\section*{Counting statistics and finite-record error for a single centre}

A single electron trap near the channel of a pixel's source-follower transistor is either empty ($n=0$) or filled ($n=1$). Each capture shifts the threshold voltage by a step $\Delta V$, so the output is a random telegraph signal. A record of length $T$ yields two numbers: the count $N_T$ of captures and the time-averaged occupancy $\bar n_T$. Both vary from record to record, and their variances follow exactly from a two-state model.

\subsection*{Premises and conventions}

(i) The centre has two charge states. (ii) When empty it captures with probability $dt/\tau_c$ in a short interval $dt$, and when filled it emits with probability $dt/\tau_e$, whatever its history. (iii) Bias and temperature are fixed, so $\tau_c$ and $\tau_e$ are constant. (iv) The bias has been on long enough that the record starts in the stationary distribution. (v) The state is observed continuously and without noise.

A cycle is one capture plus one emission, and cycles are counted by their captures. The symbol $T$ is the record length; the lattice temperature is $T_L$. Angle brackets average over many records. The charge on the trap may alter the channel locally, but this does not break (ii): $\tau_c$ acts only in the empty configuration and $\tau_e$ only in the filled one.

By (ii) the probability $S(t)$ that an empty centre is still empty obeys $dS/dt=-S/\tau_c$. The empty dwell time therefore has density $e^{-t/\tau_c}/\tau_c$, mean $\tau_c$, mean square $2\tau_c^2$ and variance $\tau_c^2$. The filled dwell time has mean $\tau_e$ and variance $\tau_e^2$.

\subsection*{Step 1: relaxation of the occupancy}

Let $p(t)$ be the probability that $n=1$. Gain by capture and loss by emission give
\begin{equation}
\frac{dp}{dt}=\frac{1-p}{\tau_c}-\frac{p}{\tau_e}.
\label{eq:master}
\end{equation}

\textbf{Predict.} Is the stationary occupancy proportional to $\tau_c$ or to $\tau_e$? Is the relaxation time longer or shorter than the shorter dwell time?

Collecting the terms in $p$,
\begin{equation}
\frac{dp}{dt}=-\frac{p-f}{\tau},\qquad
\frac1\tau=\frac1{\tau_c}+\frac1{\tau_e},\qquad
f=\frac{\tau}{\tau_c}=\frac{\tau_e}{\tau_c+\tau_e}.
\label{eq:ftau}
\end{equation}
The occupancy is the share of a cycle spent filled, and $\tau$ is shorter than either dwell time because the rates add. From a known initial state $n_0$,
\begin{equation}
p(t|n_0)=f+(n_0-f)\,e^{-t/\tau}.
\label{eq:prop}
\end{equation}
The stationary capture rate is the probability of being empty times $1/\tau_c$:
\begin{equation}
J=\frac{1-f}{\tau_c}=\frac{1}{\tau_c+\tau_e},\qquad
J\tau=\frac{\tau_c\tau_e}{(\tau_c+\tau_e)^2}=f(1-f).
\label{eq:J}
\end{equation}

\subsection*{Step 2: the autocovariance}

The product $n(0)n(t)$ equals 1 only if the centre is filled at both times, which has probability $f\,p(t|1)$. Subtracting $f^2$ and using Eq.~(\ref{eq:prop}),
\begin{equation}
C(t)=f\left[f+(1-f)e^{-|t|/\tau}\right]-f^2=f(1-f)\,e^{-|t|/\tau}.
\label{eq:cov}
\end{equation}
The modulus appears because stationarity makes $C$ even in $t$.

\subsection*{Step 3: variance of the averaged occupancy}

Define $\bar n_T=T^{-1}\int_0^T n(t)\,dt$. By (iv) its mean is $f$. Its variance is
\begin{equation}
\sigma_f^2=\frac1{T^2}\int_0^T\!\!dt_1\int_0^T\!\!dt_2\,C(t_1-t_2).
\end{equation}

\textbf{Predict.} What must $\sigma_f^2$ be for $T\ll\tau$, when the centre does not switch during the record? With what power of $T$ does it fall for $T\gg\tau$?

The halves $t_2>t_1$ and $t_2<t_1$ contribute equally. In the first put $u=t_2-t_1$; at fixed $u$ the time $t_1$ runs over a length $T-u$. Hence
\begin{equation}
\sigma_f^2=\frac{2f(1-f)}{T^2}\int_0^T (T-u)\,e^{-u/\tau}\,du .
\end{equation}
Integrate by parts with $-\tau e^{-u/\tau}$ as the antiderivative. The boundary term is $\tau T$, and the remainder is $-\tau\int_0^T e^{-u/\tau}du$:
\begin{equation}
\int_0^T (T-u)e^{-u/\tau}du=\tau T-\tau^2\left(1-e^{-T/\tau}\right)=\tau T\,B(x),
\label{eq:int}
\end{equation}
\begin{equation}
x=\frac{T}{\tau},\qquad B(x)=1-\frac{1-e^{-x}}{x}.
\end{equation}
The first result follows:
\begin{equation}
\sigma_f^2=2f(1-f)\,\frac{\tau}{T}\left[1-\frac{\tau}{T}\left(1-e^{-T/\tau}\right)\right].
\label{eq:varf}
\end{equation}
Since $(1-e^{-x})/x=\int_0^1e^{-xy}dy$ falls steadily from 1 to 0, $B$ rises steadily from 0 to 1. For small $x$, $B=x/2-x^2/6+\dots$, so $\sigma_f^2= f(1-f)(1-x/3+\dots)$: a short record is one draw of a two-valued variable. For large $x$, $\sigma_f^2\to f(1-f)/(T/2\tau)$, the variance of a mean of $T/2\tau$ independent draws. The relative correction to this limit tends to $-\tau/T$.

The same quantity biases the variance seen inside a record. Because $n^2=n$, the mean square deviation of $n(t)$ from $\bar n_T$ within the record is $\bar n_T-\bar n_T^2$. Its expectation is $f-(f^2+\sigma_f^2)=f(1-f)-\sigma_f^2$, so a short record understates the noise power of the trap.

\subsection*{Step 4: variance of the cycle count}

The Fano factor of the count is its variance divided by its mean; a Poisson process gives 1.

\textbf{Predict.} A capture has just occurred. What is the rate of a second capture immediately afterwards? Does this push the Fano factor above or below 1?

Cut the record into bins so short that each holds $\delta N_i=0$ or 1 capture. Then $\langle N_T\rangle=JT$, and $\delta N_i^2=\delta N_i$, so the diagonal terms of $\langle N_T^2\rangle$ also sum to $JT$. An off-diagonal term is the probability $J\,dt_1$ of a capture at $t_1$ times the conditional probability $w(u)\,dt_2$ of another a time $u$ later. The first capture leaves $n=1$, and the second needs $n=0$, so
\begin{equation}
w(u)=\frac{1-p(u|1)}{\tau_c}=\frac{1-f}{\tau_c}\left(1-e^{-u/\tau}\right)=J\left(1-e^{-u/\tau}\right).
\end{equation}
The rate vanishes at $u=0$, since one level cannot take a second electron before it has emitted the first. With the change of variables used in Step 3,
\begin{equation}
\langle N_T^2\rangle=JT+2J\int_0^T(T-u)\,w(u)\,du .
\end{equation}
The constant part of $w$ gives $2J^2\cdot T^2/2=\langle N_T\rangle^2$, which cancels in the variance. The decaying part is the integral of Eq.~(\ref{eq:int}):
\begin{equation}
\mathrm{Var}\,N_T=JT-2J^2\tau T\,B(x).
\end{equation}
Dividing by $JT$ and using Eq.~(\ref{eq:J}),
\begin{equation}
F(T)=1-2f(1-f)\,B(T/\tau)=1-\frac{T}{\tau}\,\sigma_f^2 .
\label{eq:FT}
\end{equation}
For $T\gg\tau$, $B\to1$ and
\begin{equation}
F=1-\frac{2\tau_c\tau_e}{(\tau_c+\tau_e)^2}=\frac{\tau_c^2+\tau_e^2}{(\tau_c+\tau_e)^2}=f^2+(1-f)^2 .
\label{eq:Fano}
\end{equation}

\textbf{Predict.} For which ratio $\tau_c/\tau_e$ is the count most regular, and what is $F$ there?

Write $F=\tfrac12+2(f-\tfrac12)^2$. The minimum is $1/2$, reached at $\tau_c=\tau_e$. The value 1 is approached, though not reached, when one dwell time dominates: the cycle is then nearly a single exponential wait. Because $B$ is monotonic, $F(T)$ falls from 1 for short records to $F$ for long ones.

\subsection*{Step 5: a second route to $F$}

The time between successive captures is the sum of an independent filled dwell and empty dwell, with mean $\mu=\tau_c+\tau_e$ and variance $s^2=\tau_c^2+\tau_e^2$. Start the clock at a capture and let $S_m$ be the time of the $m$-th later one. For large $m$ the central limit theorem makes $S_m$ Gaussian with mean $m\mu$ and variance $ms^2$. The events $N_T\ge m$ and $S_m\le T$ are the same event. Put $m=T/\mu+y$ with $|y|\ll T/\mu$, and let $\Phi$ be the standard normal distribution function:
\begin{equation}
P(N_T\ge m)\simeq\Phi\!\left(\frac{T-m\mu}{s\sqrt m}\right)\simeq\Phi\!\left(-\frac{y}{\sqrt{s^2T/\mu^3}}\right).
\end{equation}
So $N_T$ is Gaussian about $T/\mu$ with variance $s^2T/\mu^3$, and the ratio of variance to mean is $s^2/\mu^2$, which is Eq.~(\ref{eq:Fano}).

\textbf{Predict.} An edge detector counts rising and falling steps alike. Is its Fano factor the same?

Captures and emissions alternate, so the total is $2N_T$ plus $-1$, 0 or $+1$. For long records the mean doubles and the variance quadruples, and the Fano factor is $2F$, between 1 and 2. The counted event must always be stated.

\subsection*{From occupancy to trap energy}

If the trap exchanges electrons only with a thermalised channel population of local quasi-Fermi level $E_{Fn}$, detailed balance gives
\begin{equation}
\frac{1-f}{f}=\frac{\tau_c}{\tau_e}=\frac{g_0}{g_1}\,e^{(E_T-E_{Fn})/k_BT_L}\equiv e^{E^*/k_BT_L},
\end{equation}
where $g_0$ and $g_1$ are the degeneracies of the empty and filled states and $E^*$ absorbs their ratio. Since $dE^*/df=-k_BT_L/[f(1-f)]$, first-order propagation gives
\begin{equation}
\sigma_E=\frac{k_BT_L\,\sigma_f}{f(1-f)},
\label{eq:sigE}
\end{equation}
valid for $\sigma_f\ll\min(f,1-f)$. The next order shifts the mean estimate by $\tfrac12k_BT_L(1-2f)\sigma_f^2/[f(1-f)]^2$.

\subsection*{Range of validity}

Equations (\ref{eq:varf}) and (\ref{eq:FT}) are exact for every $T$ under (i)--(v). Equation (\ref{eq:Fano}) needs $T\gg\tau$. Reading the standard deviations as Gaussian intervals needs many cycles, $JT\gg1$, which is the stricter condition when $f$ is near 0 or 1 because $JT=f(1-f)x$.

\emph{Known initial state.} If the record starts in $n_0$, averaging Eq.~(\ref{eq:prop}) over the record gives a bias
\begin{equation}
\langle\bar n_T\rangle-f=(n_0-f)\,\frac{1-e^{-x}}{x}.
\label{eq:bias}
\end{equation}
It falls as $1/x$ while $\sigma_f$ falls as $1/\sqrt x$. This matters in a pixel. During normal imaging the source follower carries current only while its row is selected, typically for microseconds, and the rates differ between the on and off states. Premises (iii) and (iv) then fail. The results apply to a test record in which the row is held selected at constant current.

\emph{Discrete sampling.} Take instantaneous noiseless samples at spacing $\Delta$.

\textbf{Predict.} Which suffers at first order in $\Delta/\tau$, the count or the variance of the average?

Two successive samples read 0 then 1 with probability $(1-f)\,p(\Delta|0)=f(1-f)(1-e^{-\Delta/\tau})$. Dividing by $\Delta$ and by $J=f(1-f)/\tau$ shows that the mean count is low by the fraction $B(\Delta/\tau)\simeq\Delta/2\tau$. The mean of $M=T/\Delta$ samples stays unbiased. For a long record its variance is $M^{-1}\sum_{k=-\infty}^{\infty}C(k\Delta)$, and the geometric series gives
\begin{equation}
\frac{f(1-f)}{M}\coth\frac{\Delta}{2\tau}
=2f(1-f)\frac{\tau}{T}\left[\frac{\Delta}{2\tau}\coth\frac{\Delta}{2\tau}\right],
\end{equation}
where the bracket is $1+\Delta^2/12\tau^2+\dots$. The count suffers at first order, the average only at second.

\emph{Other departures.} A centre with a second configuration of the same charge has non-exponential dwells. The form $F=s^2/\mu^2$ survives if successive cycles stay independent, but the bounds $1/2$ and 1 do not. Independent noise from other traps and from the readout chain adds its variance to that of the averaged voltage, and the count can be trusted only if the step stands well above the noise of a single sample.

\subsection*{Numerical illustration}

Take as illustrative inputs $\tau_c=3.0$~ms, $\tau_e=1.0$~ms and $T_L=300$~K for a continuously biased source follower. Then $f=0.25$, $\tau=0.75$~ms, $J=250$~s$^{-1}$, $f(1-f)=0.1875$ and $F=0.625$.

\begin{center}
\begin{tabular}{cccccc}
$T$ (ms) & $x$ & $B$ & $\sigma_f$ & $\langle N_T\rangle$ & $F(T)$\\ \hline
0.075 & 0.1 & 0.0484 & 0.426 & 0.01875 & 0.982\\
0.75 & 1 & 0.368 & 0.371 & 0.1875 & 0.862\\
7.5 & 10 & 0.900 & 0.184 & 1.875 & 0.662\\
750 & 1000 & 0.999 & 0.0194 & 187.5 & 0.625\\
\end{tabular}
\end{center}

The 750~ms record is worth 500 independent draws of the occupancy. Its count has standard deviation 10.8 cycles, or 5.8\% of the mean, where a Poisson count would have 13.7. With $k_BT_L=25.85$~meV, $E^*=k_BT_L\ln3=28.4$~meV and Eq.~(\ref{eq:sigE}) gives $\sigma_E=2.7$~meV; the second-order shift is 0.07~meV.

The neglected effects have the following sizes. A start in the filled state biases $\bar n_T$ by $7.5\times10^{-4}$ at 750~ms, far below $\sigma_f$, but by 0.075 at 7.5~ms, which is not negligible against 0.184. Sampling the 750~ms record every 10~$\mu$s loses 0.66\% of the cycles, or 1.2 cycles. Sampling every 100~$\mu$s loses 6.4\%, or 12 cycles, which rivals the statistical spread of 10.8, while the variance of the average grows by only 0.15\%.

To convert to signal, spread the trapped charge uniformly over the gate: $\Delta V\simeq q/C_g$ with $C_g=\varepsilon_{ox}\varepsilon_0WL/t_{ox}$, for a trap close to the silicon interface. Typical inputs are $\varepsilon_{ox}\approx3.9$, $t_{ox}=7$~nm, $W=0.3~\mu$m and $L=0.5~\mu$m, which give $C_g=0.74$~fF and $\Delta V=0.22$~mV. A threshold shift acts like an opposite change of the gate voltage, so a typical conversion gain of 100~$\mu$V/e$^-$ at the floating diffusion makes the step 2.2~e$^-$, input-referred. The trap's contribution $\Delta V\sigma_f$ to the spread of the averaged level is 0.09~mV (0.9~e$^-$ rms) for the 0.075~ms window and 4~$\mu$V (0.04~e$^-$ rms) for 750~ms.

These voltages are the model's. In real source followers the steps are typically spread widely about $q/C_g$, because random dopants channel the current into uneven paths. Many traps give less, and those behind conspicuously blinking pixels typically give several times more, so for such pixels the model's voltages are low by that factor. The entries of the table depend only on $\tau_c$, $\tau_e$ and $T$ and do not involve the step height.